\section*{Appendix: Complex amplitude equations of the phase-field crystal}

\subsection*{A.1 Premises}

The phase-field crystal (PFC) model of Elder and Grant (2004) describes a dimensionless density field $\psi(\mathbf r,t)$ with free energy and conserved dynamics
\begin{equation}
\mathcal F=\int d\mathbf r\left\{\tfrac12\psi\left[r+(1+\nabla^2)^2\right]\psi+\tfrac14\psi^4\right\},\qquad \partial_t\psi=\nabla^2\mu,
\label{pfc}
\end{equation}
where $\mu=\delta\mathcal F/\delta\psi=[r+(1+\nabla^2)^2]\psi+\psi^3$. Lengths are in units of $1/q_0$, with $q_0$ the preferred wave number, and $r=-\epsilon<0$. Three premises are used. (P1) One mode: only the shortest reciprocal-lattice vectors $\pm\mathbf k_j$, $|\mathbf k_j|=1$, carry independent amplitudes. (P2) Slow envelopes: the amplitudes vary over many lattice spacings. (P3) Small $\epsilon$, with mean density and amplitudes of order $\epsilon^{1/2}$. The field is written
\begin{equation}
\psi=\bar\psi+\phi,\qquad \phi=\sum_j\eta_j e^{i\mathbf k_j\cdot\mathbf r}+\mathrm{c.c.},
\label{ans}
\end{equation}
with one member of each pair $\pm\mathbf k_j$ in the sum. For the triangular lattice $\mathbf k_1=(1,0)$, $\mathbf k_{2,3}=(-\tfrac12,\pm\tfrac{\sqrt3}{2})$, so that $\mathbf k_1+\mathbf k_2+\mathbf k_3=0$. Equations of this type were obtained for the PFC by Goldenfeld, Athreya and Dantzig (2005) with a renormalisation-group argument; here they follow by projection.

\subsection*{A.2 Projection on the triangular lattice}

\emph{Linear terms.} The product rule gives, with no approximation,
\begin{equation}
\nabla^2\left(\eta\,e^{i\mathbf k_j\cdot\mathbf r}\right)=e^{i\mathbf k_j\cdot\mathbf r}(\mathcal G_j-1)\eta,\qquad \mathcal G_j=\nabla^2+2i\,\mathbf k_j\cdot\nabla .
\label{G}
\end{equation}
Hence $1+\nabla^2$ acts on the envelope as $\mathcal G_j$, and $(1+\nabla^2)^2$ as $\mathcal G_j^2$. On $\eta\propto e^{i\mathbf p\cdot\mathbf r}$ the operator has the real eigenvalue $1-|\mathbf k_j+\mathbf p|^2$, so it is self-adjoint.

\emph{Cubic term.} Expand $\psi^3=\bar\psi^3+3\bar\psi^2\phi+3\bar\psi\phi^2+\phi^3$ and collect the coefficient of $e^{i\mathbf k_1\cdot\mathbf r}$. In $\phi^2$ two unit vectors must add to $\mathbf k_1$; the only pair is $-\mathbf k_2,-\mathbf k_3$, in two orders, which gives $2\eta_2^*\eta_3^*$. In $\phi^3$ three unit vectors must add to $\mathbf k_1$. Four unit vectors that close in a plane form a rhombus, so the triple is $\mathbf k_1,\mathbf k_m,-\mathbf k_m$, with 3 orderings for $m=1$ and 6 for $m=2,3$. With $\Phi=2\sum_j|\eta_j|^2$, the cell average of $\phi^2$,
\begin{equation}
3|\eta_1|^2+6|\eta_2|^2+6|\eta_3|^2=3\left(\Phi-|\eta_1|^2\right).
\end{equation}
The same count for the zero wave vector gives $\langle\phi^3\rangle=6(\eta_1\eta_2\eta_3+\mathrm{c.c.})$.

\emph{Separation of carriers.} By P2 the Fourier content of each term is concentrated near one reciprocal-lattice vector, so the coefficients of different carriers can be equated separately; by P1 the carriers of higher harmonics are dropped. This yields
\begin{align}
\partial_t\eta_1&=(\mathcal G_1-1)\mu_1,\label{full}\\
\mu_1&=\left[r+3\bar\psi^2+\mathcal G_1^2+3(\Phi-|\eta_1|^2)\right]\eta_1+6\bar\psi\,\eta_2^*\eta_3^*,\nonumber\\
\partial_t\bar\psi&=\nabla^2\left[r\bar\psi+(1+\nabla^2)^2\bar\psi+\bar\psi^3+3\bar\psi\Phi+\langle\phi^3\rangle\right].\label{mean}
\end{align}

\emph{Ordering in $\epsilon$.} All terms of $\mu_1$ are of order $\epsilon^{3/2}$ if $\nabla\sim\epsilon^{1/2}$, since then $\mathcal G_1^2\simeq-4(\mathbf k_1\cdot\nabla)^2\sim\epsilon$; the time scale is $1/\epsilon$. Two simplifications follow. First, the mobility $1-\mathcal G_1$, with eigenvalue $|\mathbf k_1+\mathbf p|^2$, equals 1 up to a relative $O(\epsilon^{1/2})$; it multiplies $\mu_1$ and so cannot change equilibrium states. Second, put $\bar\psi=\psi_0+\delta\bar\psi$ with $\psi_0$ constant. In \eqref{mean} the restoring term is $\delta\bar\psi$ with coefficient $1+O(\epsilon)$, and the source $3\psi_0\Phi+\langle\phi^3\rangle$ is $O(\epsilon^{3/2})$. Thus $\delta\bar\psi\sim\epsilon^{3/2}$, and its effect $6\psi_0\delta\bar\psi\,\eta_1\sim\epsilon^{5/2}$ is a relative $O(\epsilon)$. Equation \eqref{full} becomes
\begin{equation}
\partial_t\eta_1=-\left[r+3\psi_0^2+\mathcal G_1^2+3(\Phi-|\eta_1|^2)\right]\eta_1-6\psi_0\,\eta_2^*\eta_3^*,
\label{amp}
\end{equation}
and cyclic permutations. With $b=r+3\psi_0^2$ this is the gradient flow $\partial_t\eta_j=-\delta F/\delta\eta_j^*$ of
\begin{equation}
F=\int d\mathbf r\Big\{\sum_j\left[b|\eta_j|^2+|\mathcal G_j\eta_j|^2-\tfrac32|\eta_j|^4\right]+\tfrac34\Phi^2+f_{\rm res}\Big\},
\label{F}
\end{equation}
with $f_{\rm res}=6\psi_0(\eta_1\eta_2\eta_3+\mathrm{c.c.})$: because $\partial\Phi/\partial\eta_1^*=2\eta_1$, the quartic terms give $3\Phi\eta_1-3|\eta_1|^2\eta_1$. $F$ is the cell average of $\mathcal F$ measured from the liquid of density $\psi_0$, and $dF/dt=-2\sum_j\int|\partial_t\eta_j|^2\le0$.

The $\nabla^2$ in $\mathcal G_j$ is formally of higher order than $2i\mathbf k_j\cdot\nabla$, but it is kept for symmetry. A grain rotated by $\mathsf R$ has $\eta_j=a\,e^{i\mathbf p_j\cdot\mathbf r}$ with $\mathbf p_j=\mathsf R\mathbf k_j-\mathbf k_j$, and $\mathcal G_j\eta_j=(1-|\mathsf R\mathbf k_j|^2)\eta_j=0$: rotation costs no energy. Without $\nabla^2$ it would cost $4(\mathbf k_j\cdot\mathbf p_j)^2a^2$ per mode.

For uniform, equal, real amplitudes $a$ the density of $F$ is $3ba^2+12\psi_0a^3+\tfrac{45}{2}a^4$. Its nonzero minimum solves $b+6\psi_0a+15a^2=0$, which for $\psi_0<0$ (density maxima on the lattice sites) is $a=\left[-3\psi_0+\sqrt{-15r-36\psi_0^2}\right]/15$.

\subsection*{A.3 Phases and elasticity}

Write $\eta_j=a\,e^{-i\theta_j}$. The resonant term becomes $12\psi_0a^3\cos\Theta$, $\Theta=\theta_1+\theta_2+\theta_3$. Since $\eta_j^*\partial_t\eta_j=-ia^2\partial_t\theta_j$ and $\delta F/\delta\theta_j=-2\,\mathrm{Im}(\eta_j^*\,\delta F/\delta\eta_j^*)$, the phases obey
\begin{equation}
2a^2\partial_t\theta_j=-\delta F/\delta\theta_j .
\label{ph}
\end{equation}
For uniform phases this gives $\partial_t\Theta=18\psi_0a\sin\Theta$, so $\Theta$ relaxes to zero at the finite rate $18|\psi_0|a$. The two remaining phases are $\theta_j=\mathbf k_j\cdot\mathbf u$, and \eqref{ans} then depends on $\mathbf r-\mathbf u(\mathbf r)$: $\mathbf u$ is the displacement, as a function of the deformed position. Direct differentiation gives
\begin{equation}
\mathcal G_j\eta_j=\left[2\mathbf k_j\cdot\nabla\theta_j-|\nabla\theta_j|^2-i\nabla^2\theta_j\right]\eta_j .
\end{equation}
The real part equals $2k_{j\alpha}k_{j\beta}U_{\alpha\beta}$, with the Eulerian strain
\begin{equation}
U_{\alpha\beta}=\tfrac12\left(\partial_\alpha u_\beta+\partial_\beta u_\alpha-\partial_\gamma u_\alpha\partial_\gamma u_\beta\right),
\end{equation}
which vanishes for a rigid rotation. The imaginary part is a strain gradient, smaller by the ratio of lattice spacing to the wavelength of the deformation, and is dropped. Then
\begin{equation}
f_{\rm el}=4a^2\sum_j\left(k_{j\alpha}k_{j\beta}U_{\alpha\beta}\right)^2 .
\label{el}
\end{equation}
The moduli $|\eta_j|$ shift only at order $U^2$, because the strain enters their equations through $(\mathbf k_j\cdot U\mathbf k_j)^2$; they change the energy at order $U^4$. For three unit vectors at $120^\circ$ the fourth-moment tensor is isotropic, $\sum_jk_\alpha k_\beta k_\gamma k_\delta=\tfrac38(\delta_{\alpha\beta}\delta_{\gamma\delta}+\delta_{\alpha\gamma}\delta_{\beta\delta}+\delta_{\alpha\delta}\delta_{\beta\gamma})$; the prefactor follows from the full contraction, $3=\tfrac38(4+2+2)$. Therefore
\begin{equation}
f_{\rm el}=\tfrac32a^2(\mathrm{tr}\,U)^2+3a^2U_{\alpha\beta}U_{\alpha\beta},\qquad\lambda=\mu_{\rm L}=3a^2,
\end{equation}
on comparison with $\tfrac12\lambda(\mathrm{tr}\,U)^2+\mu_{\rm L}U_{\alpha\beta}U_{\alpha\beta}$. These Lam\'e constants are second derivatives of the energy density at fixed $\bar\psi$. Thermodynamic elastic constants of a closed system differ by terms from the density change on dilation and from the pressure of the reference state, and these depend on how $\psi$ is tied to the total density.

Multiplying \eqref{ph} by $\mathbf k_j$, summing, and using $\sum_jk_\alpha k_\beta=\tfrac32\delta_{\alpha\beta}$ gives $3a^2\partial_t\mathbf u=-\delta F/\delta\mathbf u=\mu_{\rm L}\nabla^2\mathbf u+(\lambda+\mu_{\rm L})\nabla(\nabla\cdot\mathbf u)$ for small strain, that is $\partial_t\mathbf u=\nabla^2\mathbf u+2\nabla(\nabla\cdot\mathbf u)$. Mechanical equilibrium is the correct steady state, but it is reached diffusively; the model has no sound waves.

\subsection*{A.4 The bcc lattice}

The shortest reciprocal vectors of bcc are the twelve $\langle110\rangle$. Take $\sqrt2\,\mathbf k_{1\ldots6}=(110),(101),(011),(01\bar1),(1\bar10),(\bar101)$; the cubic lattice parameter is $2\pi\sqrt2/q_0$. Steps \eqref{G} to \eqref{mean} carry over, and only the closed polygons change. There are four triangles, $\mathbf k_1=\mathbf k_2+\mathbf k_4$, $\mathbf k_2=\mathbf k_3+\mathbf k_5$, $\mathbf k_3=\mathbf k_1+\mathbf k_6$, $\mathbf k_4+\mathbf k_5+\mathbf k_6=0$, each with $3!$ orderings and weight $\psi_0$. Besides the rhombi already in \eqref{F} there are three non-planar quadrilaterals, $\mathbf k_1+\mathbf k_5=\mathbf k_2-\mathbf k_6$, $\mathbf k_3+\mathbf k_4=\mathbf k_1-\mathbf k_5$, $\mathbf k_2+\mathbf k_6=\mathbf k_3-\mathbf k_4$, each with $4!$ orderings and weight $\tfrac14$. So \eqref{F} holds with six amplitudes and
\begin{align}
f_{\rm res}={}&6\psi_0\left(\eta_1^*\eta_2\eta_4+\eta_2^*\eta_3\eta_5+\eta_3^*\eta_1\eta_6+\eta_4\eta_5\eta_6\right)\nonumber\\
&+6\left(\eta_1\eta_2^*\eta_5\eta_6+\eta_1^*\eta_3\eta_4\eta_5+\eta_2\eta_3^*\eta_4\eta_6\right)+\mathrm{c.c.}
\label{bcc}
\end{align}
In \eqref{amp} the last term is replaced by $-6\psi_0(\eta_2\eta_4+\eta_3\eta_6^*)-6(\eta_2\eta_5^*\eta_6^*+\eta_3\eta_4\eta_5)$.

\emph{Coexistence.} Equal real amplitudes give $f=6ba^2+48\psi_0a^3+135a^4$. At leading order both phases have the density $\psi_0$, so coexistence requires $f=135a^2(a-a_s)^2$. Matching powers,
\begin{equation}
a_s=-\tfrac{8}{45}\psi_0,\qquad b=\tfrac{45}{2}a_s^2=\tfrac{32}{45}\psi_0^2,\qquad\epsilon=3\psi_0^2-b=\tfrac{103}{32}b .
\label{co}
\end{equation}

\emph{Elasticity.} For $(1,\pm1,0)/\sqrt2$ one has $\mathbf k\cdot U\mathbf k=\tfrac12(U_{xx}+U_{yy})\pm U_{xy}$. Summing \eqref{el} over the six vectors gives $4a^2[\sum_\alpha U_{\alpha\alpha}^2+\sum_{\alpha<\beta}U_{\alpha\alpha}U_{\beta\beta}+2\sum_{\alpha<\beta}U_{\alpha\beta}^2]$, hence
\begin{equation}
C_{11}=8a^2,\qquad C_{12}=C_{44}=4a^2,
\label{C}
\end{equation}
and a Zener ratio $2C_{44}/(C_{11}-C_{12})=2$.

\subsection*{A.5 Planar solid--liquid interface}

Let the amplitudes depend on $z=\mathbf n\cdot\mathbf r$ and keep the leading gradient term, $|\mathcal G_j\eta_j|^2\to4c_j^2|\eta_j'|^2$ with $c_j=\mathbf k_j\cdot\mathbf n$, as in the treatment of Wu and Karma (2007). The energy is then even under $\eta_j\to\eta_j^*$, so real profiles $\eta_j=a_sx_j(z)$ are stationary, and the bulk term is $a_s^4g(x_j)$. Since $\sum_jc_j^2=2$ for every $\mathbf n$, a common profile $x_j=x$ has the isotropic energy density $8a_s^2x'^2+135a_s^4x^2(1-x)^2$. For a density $Ka_s^2x'^2+a_s^4g(x)$ the first integral of the Euler--Lagrange equation is $Kx'^2=a_s^2g$, so that
\begin{equation}
\gamma=2a_s^3\sqrt K\int_0^1\sqrt{g}\,dx\equiv\sqrt{30}\,a_s^3I .
\label{gam}
\end{equation}
The common profile gives $I_0=2$ and $x=[1+e^{-z/w}]^{-1}$ with $1/w=a_s\sqrt{135/8}$. It is a trial function, so $I_0$ bounds $I$ from above for all orientations. Anisotropy arises only because amplitudes with different $c_j$ take different profiles.

Two orientations reduce to a quadrature. Amplitudes related by the point symmetry of the interface are set equal, which defines a stationary subspace. For $\mathbf n\parallel[100]$, four amplitudes ($j=1,2,5,6$; $c_j^2=\tfrac12$) equal $u$ and two ($c_j=0$) equal $v$. For $\mathbf n\parallel[111]$, three ($j=1,2,3$; $c_j^2=\tfrac23$) equal $u$ and three ($c_j=0$) equal $v$. In both cases $K=8$. Inserting \eqref{co} in \eqref{F} and \eqref{bcc},
\begin{align}
g_{100}&=9\left[10u^2+5v^2-30u^2v+6u^4+8u^2v^2+v^4\right],\\
g_{111}&=\tfrac{45}{2}\left[3u^2+3v^2-9u^2v-3v^3+u^4+4u^2v^2+v^4\right].
\end{align}
The field $v$ has no gradient energy, so $\partial g/\partial v=0$ holds locally. This condition is linear in $W=u^2$:
\begin{equation}
W_{100}=\frac{v(5+2v^2)}{15-8v},\qquad W_{111}=\frac{v(6-9v+4v^2)}{9-8v}.
\end{equation}
Both are positive only between $v=0$ and the zero of the denominator and rise monotonically there, from 0 at $v=0$ through 1 at $v=1$, so $v(u)$ is unique and is the minimum of $g$ at fixed $u$. With $\sqrt g\,du=\tfrac12\sqrt{g/W}\,(dW/dv)\,dv$, and after factoring $(1-v)^2$ from $g/W$, \eqref{gam} gives
\begin{align}
I_{100}&=2\sqrt3\int_0^1\!dv\,\frac{(1-v)(75+90v^2-32v^3)}{(15-8v)^{5/2}}\sqrt{\frac{150+25v+80v^2-8v^3}{5+2v^2}},\\
I_{111}&=12\int_0^1\!dv\,\frac{(1-v)(3-2v)(9-21v+16v^2)}{(9-8v)^{5/2}}\sqrt{\frac{(3-v)(9-12v+8v^2)}{6-9v+4v^2}} .
\end{align}
Numerical quadrature yields $I_{100}=1.957$ and $I_{111}=1.843$, so that
\begin{equation}
\frac{\gamma_{100}-\gamma_{111}}{\gamma_{100}+\gamma_{111}}=3.0\ \text{per cent},
\label{an}
\end{equation}
independent of all material parameters at this order. The spread of the stiffnesses, $\sum_jc_j^4=\tfrac12(3-n_x^4-n_y^4-n_z^4)$, is $1$, $\tfrac54$ and $\tfrac43$ for $[100]$, $[110]$ and $[111]$. A wider spread gives more to gain from splitting the profiles, which suggests but does not prove that $\gamma_{110}$ lies between the other two; $[110]$ has two distinct nonzero $c_j^2$ and needs a boundary-value solution.

\subsection*{A.6 Illustration for bcc Fe at melting}

Units are restored by matching the quadratic free energy of the liquid. A relative density modulation $\delta n/n_0$ of wave number $q$ costs $\tfrac12n_0k_BT[1-C(q)]\langle(\delta n/n_0)^2\rangle$ per volume, with $1-C=1/S$ and $S(q)$ the structure factor. Near the peak $1-C\simeq1/S(q_0)+\tfrac12|C''|(q-q_0)^2$, while the PFC kernel is $b+4(q-q_0)^2/q_0^2$. Let $E$ be the unit of energy density and $\delta n/n_0=(u_s/a_s)\phi$, with $u_s$ the amplitude of each $\langle110\rangle$ wave in the solid. Equating the curvatures and the peak values,
\begin{equation}
Ea_s^2=\tfrac18n_0k_BT\,q_0^2|C''|u_s^2,\qquad b=\frac{8}{q_0^2|C''|S(q_0)},\qquad\gamma=\sqrt{30}\,Ea_s^2\,\frac{a_s}{q_0}\,I .
\end{equation}
Take approximate inputs typical of an embedded-atom model of Fe at its melting point: $T=1772$~K, $n_0=0.0765$~\AA$^{-3}$, $q_0=2.985$~\AA$^{-1}$, $C''=-10.4$~\AA$^2$, $S(q_0)=3.01$, $u_s=0.72$. Then $k_BT=0.1527$~eV, $n_0k_BT=0.01168$~eV/\AA$^3$ and $q_0^2|C''|=92.67$. Equation \eqref{co} gives $b=0.02868$, $\epsilon=0.0923$, $a_s=0.03570$, $\psi_0=-0.2008$, and $Ea_s^2=0.0701$~eV/\AA$^3$. The lattice parameter is 2.98~\AA. The common profile has $w=6.82$, or 2.28~\AA, and a 10--90 per cent width $2w\ln9=10.0$~\AA. The prefactor of $I$ is 0.4595~eV/nm$^2$, and the model's interfacial free energies are
\begin{equation}
\gamma_0=0.919,\qquad\gamma_{100}=0.899,\qquad\gamma_{111}=0.847\ \text{eV/nm}^2 ,
\end{equation}
where the third figure serves only to resolve the differences within the leading-order equations.

From \eqref{C} the model's moduli are $C_{12}=C_{44}=\tfrac12C_{11}=0.281$~eV/\AA$^3$ (45~GPa). The compiled 300~K values (Sha 2006), $C_{11}=232.2$, $C_{12}=135.6$, $C_{44}=117$~GPa, give $C_{12}/C_{11}=0.584$, $C_{44}/C_{11}=0.504$ and a Zener ratio 2.42, against $\tfrac12$, $\tfrac12$ and 2. The model's $C_{44}$ is 0.38 of the compiled 0.730~eV/\AA$^3$. This is no like-for-like test: the model refers to the melting point, far above the compiled Curie temperature of 1043~K (Br\"annvall 2024), its ratios cannot change with temperature, and its constants are taken at fixed $\bar\psi$.

\subsection*{A.7 Range of validity}

\emph{Slow envelopes (P2).} The dropped overlap between carriers is the Fourier transform of the profile at a reciprocal-lattice vector $G$ along $\mathbf n$, which for the logistic profile falls as $e^{-\pi Gw}$. It is negligible for $w\approx7$, but it is the source of lattice pinning and faceting, which \eqref{amp} cannot describe. The $\nabla^2$ in $\mathcal G_j$ adds $\sum_j\eta_j''^2$ for real profiles. With $\int x'^2dz=1/6w$ and $\int x''^2dz=1/30w^3$ this is $3/(20w^2)$ of the gradient energy, which is half of $\gamma_0$, so the shift is 0.16 per cent of $\gamma_0$; the phases it induces act at the same order. This is small beside \eqref{an}. The mobility correction is of relative order $1/w=0.15$ and affects kinetics only. Grain rotations are free of energy at any angle, but the fixed basis makes $\eta_j$ oscillate with wave number $|\mathbf p_j|$, so P2 limits polycrystals to small misorientations.

\emph{One mode and constant density (P1, P3).} These are the weak points. A slaved component $B$ at wave vector $\mathbf G$ has energy $L|B|^2+3\psi_0(Bs^*+\mathrm{c.c.})$ per pair $\pm\mathbf G$, with $L\simeq(1-G^2)^2$ and $s$ the coefficient of that carrier in $\phi^2$; minimising gives $-9\psi_0^2|s|^2/L$. For equal amplitudes, $\langle200\rangle$ (3 pairs, $s=4a^2$, $L=1$), $\langle211\rangle$ (12 pairs, $s=2a^2$, $L=4$) and $\langle220\rangle$ (6 pairs, $s=a^2$, $L=9$) contribute $-432$, $-108$ and $-6$ times $\psi_0^2a^4$. The mean density at fixed chemical potential ($s=12a^2$, a single real mode, factor $\tfrac12$) contributes $-648$. The sum, $-1194\psi_0^2$, is $-48$ for the Fe inputs, a fraction 0.36 of the quartic coefficient 135. Sources from $\phi^3$ are of the same formal order; for the mean density the source $48a_s^3$ cancels 0.24 of $36\psi_0a_s^2$. The nominal $O(\epsilon)$ correction is thus about a third. It acts weakly on the magnitude, since $\gamma_0=\tfrac13\sqrt{48b}\,a_s^2$ for any quartic double well and $b$ and $Ea_s^2$ are fixed by the inputs. It does change the relative weights of the quartic invariants, on which $v(u)$ depends, so \eqref{an} supports one figure, about 3 per cent. Constant $\psi_0$ also removes the density gap between the phases, and with it growth limited by density diffusion; that regime needs \eqref{full} and \eqref{mean} together.

\emph{Relation to iron.} As typical knowledge and not as a measurement, the solid--liquid interfacial free energy of Fe is put at roughly 1.1 to 1.3~eV/nm$^2$ and the $[100]$--$[111]$ anisotropy of atomistic Fe models near 1 per cent. The model's 0.9~eV/nm$^2$ is then low by roughly 20 to 30 per cent, and its 3 per cent anisotropy has the usual sign but is high by a factor of about three.